**Question**

I have a calculated energy-loss spectrum of lead selenide, PbSe, in a crystal cell enlarged by 4% in volume. "Loss energy" is the energy a fast electron gives up in the crystal, and "loss function" says how strongly the crystal takes up that energy. The last two rows are still hidden from me.

Linear response of PbSe, cell volume scaled by 1.04, from Yambo 5.3.0 (ALDA kernel, optical limit) on Quantum ESPRESSO LDA states, without spin-orbit coupling or quasiparticle corrections. The run uses PseudoDojo 0.4.1 SR standard potentials, a 938.793 eV wave cutoff, an 8×8×8 k-mesh, 30 bands in the sums, a 2 Ry screening block and 0.2 eV damping.

```csv
row,loss function,loss energy (eV)
1,0.008,0.000
2,0.008,1.055
3,0.017,1.960
4,0.047,3.015
5,0.069,4.070
6,0.160,5.126
7,0.309,6.030
8,0.413,7.085
9,0.367,8.141
10,0.479,9.196
11,0.577,10.100
12,0.836,11.160
13,0.978,12.210
14,1.140,13.270
15,2.200,14.170
16,1.861,15.230
17,0.894,16.280
18,0.507,17.340
19,0.656,18.240
20,0.929,19.300
21,0.922,20.350
22,0.973,21.410
23,1.615,22.310
24,1.389,23.370
25,0.752,24.420
26,0.454,25.480
27,0.396,26.380
28,0.374,27.440
29,?,?
30,?,?
```

The calculated absorption spectrum peaks near 2.4 eV, yet the loss there is tiny. The big peaks come much later, and after the second one the curve seems to settle into a quiet tail. Why does the spectrum look like this, and what should I expect in rows 29 and 30?

**Answer**

The key is that light absorption and electron energy loss measure the same electrons in different ways. Let $\varepsilon$ be the dielectric function, which tells how the crystal's electrons respond to an electric field. Light absorption follows its imaginary part, $\mathrm{Im}\,\varepsilon$. The loss function is

$$L=\mathrm{Im}\left(-\frac{1}{\varepsilon}\right)=\frac{\mathrm{Im}\,\varepsilon}{|\varepsilon|^2}.$$

The denominator is screening: where the electrons respond strongly, they shield the field of the passing electron and little energy is lost. At the absorption peak of this calculation $\mathrm{Im}\,\varepsilon$ is 48.5, so the loss cannot exceed $1/48.5\approx0.021$. Strong absorption and weak loss therefore belong together at low energy.

Row 15 shows the opposite situation. Since $L$ can never exceed $1/|\varepsilon|$, its loss of 2.200 forces $|\varepsilon|$ below about 0.45. When $\varepsilon$ is close to zero, the electrons can swing together against the ions with hardly any outside field to drive them. This collective motion is a plasmon, and a fast electron excites it efficiently.

Its energy can be estimated by treating the outer s and p electrons as a free gas. For $N$ electrons in a cell of volume $V$, the plasmon energy grows as $\sqrt{N/V}$, so packing the same electrons more tightly moves the peak up. The ten s and p electrons of one PbSe unit give 15.2 eV, while the calculated peak lies at 14.9 eV, between rows 15 and 16. The agreement supports reading the main peak as the plasmon of these electrons.

The free gas gets the position right but not the strength. A sum rule ties the area under energy times loss to the number of electrons taking part. Up to row 18 that area accounts for only about four electrons, and up to row 28 for about nine; with points roughly 1 eV apart, these counts are approximate. The run treats 30 electrons per cell, among them the ten 5d electrons of lead, so most of the strength is still missing at row 28. Much of it should lie at higher energies, but some may be lost because the response includes only 15 empty bands.

The second maximum, at row 23, lies where excitations of the Pb 5d electrons are known to contribute. The spectrum alone does not identify them, because it adds up all transitions. The position and shape of this maximum also deserve caution. The local-density approximation places d levels too close to the valence bands, and the calculation leaves out the spin-orbit coupling that splits the 5d level.

For the hidden rows I continue the tail with a simple law. Well above its own resonance, an electron can barely follow the field. Then $\varepsilon$ approaches 1, the loss approaches plain absorption, and with constant damping it falls as $1/E^3$, where $E$ is the loss energy. I fitted the single constant of this law to rows 26 to 28, which lie beyond the steep flank of the second maximum.

The energy steps repeat every four rows, which puts row 29 at 28.49 eV. Starting from row 28, which belongs to the fit, the law gives

$$0.374\times\left(\frac{27.44}{28.49}\right)^3\approx0.33.$$

Using all three fitted rows lowers this slightly, to 0.32. My forecast is a slow further fall without a new peak:

- Row 29, at 28.49 eV: 0.32, with a range of 0.22 to 0.48.
- Row 30, at 29.55 eV: 0.29, with a range of 0.17 to 0.50.

The ranges reflect how much the loss typically changes between neighbouring rows, a factor of about 1.5, and are wider for the second step. They are rough guides, not strict limits.

The law follows the three fitted rows to about 3%, but that does not make this a free-electron tail. Read as the tail of ten free electrons, the law would need a damping of about 32 eV, larger than the loss energies themselves. But the law holds only when the damping is small compared with the loss energy, so this reading contradicts itself. In this calculation the absorption comes from electrons being lifted from filled to empty bands. The cubic law treats those transitions as if they were spread smoothly over energy, and this is its weak point.

Here are the calculated values.

The withheld rows as computed:

```csv
row,loss function,loss energy (eV)
29,0.650,28.490
30,0.250,29.550
```

The forecast for row 29 failed. The loss is 0.65, twice the predicted value and above the upper end of the range. I had expected no new peak, and there is one. Row 30, at 0.25, falls inside its range, and the forecast is about 16% above the calculated value. That hit does not rescue the law, because the loss reached this value by rising and dropping again instead of sliding down slowly.

What failed is the assumption of smoothness. In a crystal, many transitions can share nearly the same energy, and such a bunch raises the absorption over a narrow interval. A second plasmon is not needed to explain row 29: a loss of 0.65 still allows $|\varepsilon|$ to be as large as about 1.5, far from the near-zero value that row 15 demands. Ordinary absorption, only weakly screened at this energy, would be enough.

Whether this peak belongs to PbSe or to the settings is open. It might be a real bunch of transitions, perhaps from the 5d electrons. It might also be sharpened or displaced by the calculation, which samples the crystal's electron waves on a finite mesh and leaves out transitions into higher bands. Such gaps can make the remaining absorption look more peaked than it should. The damping is also small, just 0.2 eV, while the rows lie about 1 eV apart, so a single row can catch a narrow line that its neighbours miss. The run's full curve, with 200 energies, would show how wide the peak is. Repeating the run with more empty bands and a denser mesh would help to decide whether it is real: a peak that moves or shrinks markedly should not be trusted.

The range for row 29 was also too narrow for this spectrum. From row 28 to row 29 the loss rises by a factor of $0.65/0.374\approx1.7$, but the known rows already contained a larger step: from row 14 to row 15 it rises by a factor of about 1.9. Three quiet points in a row were weak evidence that the structure had ended. The analysis output below gives the fit and both misses in detail.

Numerical output:

```
Upper bound on the loss at the 2.41 eV absorption peak: 0.02062
Largest size of the dielectric function allowed by the loss in row 15: 0.4545
Largest size of the dielectric function allowed by the loss in row 23: 0.6192
Free-electron plasmon of ten sp electrons per cell, eV: 15.21
Full-grid loss peak less this plasmon energy, eV: -0.2805
Electrons per cell counted by the sum rule up to row 18: 3.776
Electrons per cell counted by the sum rule up to row 28: 9.029
Cubic law, largest scatter of its constant over rows 26 to 28, percent: 3.101
Wing alone, largest scatter of its constant over rows 26 to 28, percent: 41.2
Damping that ten free electrons would need for this tail, eV: 32.45
Typical factor between neighbouring rows, rows 6 to 28: 1.47
Forecast energies of rows 29 and 30, eV: 29 28.49, 30 29.55
Forecast loss of rows 29 and 30: 29 0.3244, 30 0.2908
Lower ends of the forecast ranges, rows 29 and 30: 29 0.2207, 30 0.1686
Upper ends of the forecast ranges, rows 29 and 30: 29 0.4769, 30 0.5013
Rival forecast from the wing alone, rows 29 and 30: 29 0.1817, 30 0.1318
Computed energies of rows 29 and 30, eV: 29 28.49, 30 29.55
Computed loss of rows 29 and 30: 29 0.65, 30 0.25
Forecast less computed loss, rows 29 and 30: 29 -0.3256, 30 0.04076
Forecast less computed loss, percent of computed, rows 29 and 30: 29 -50.09, 30 16.3
```
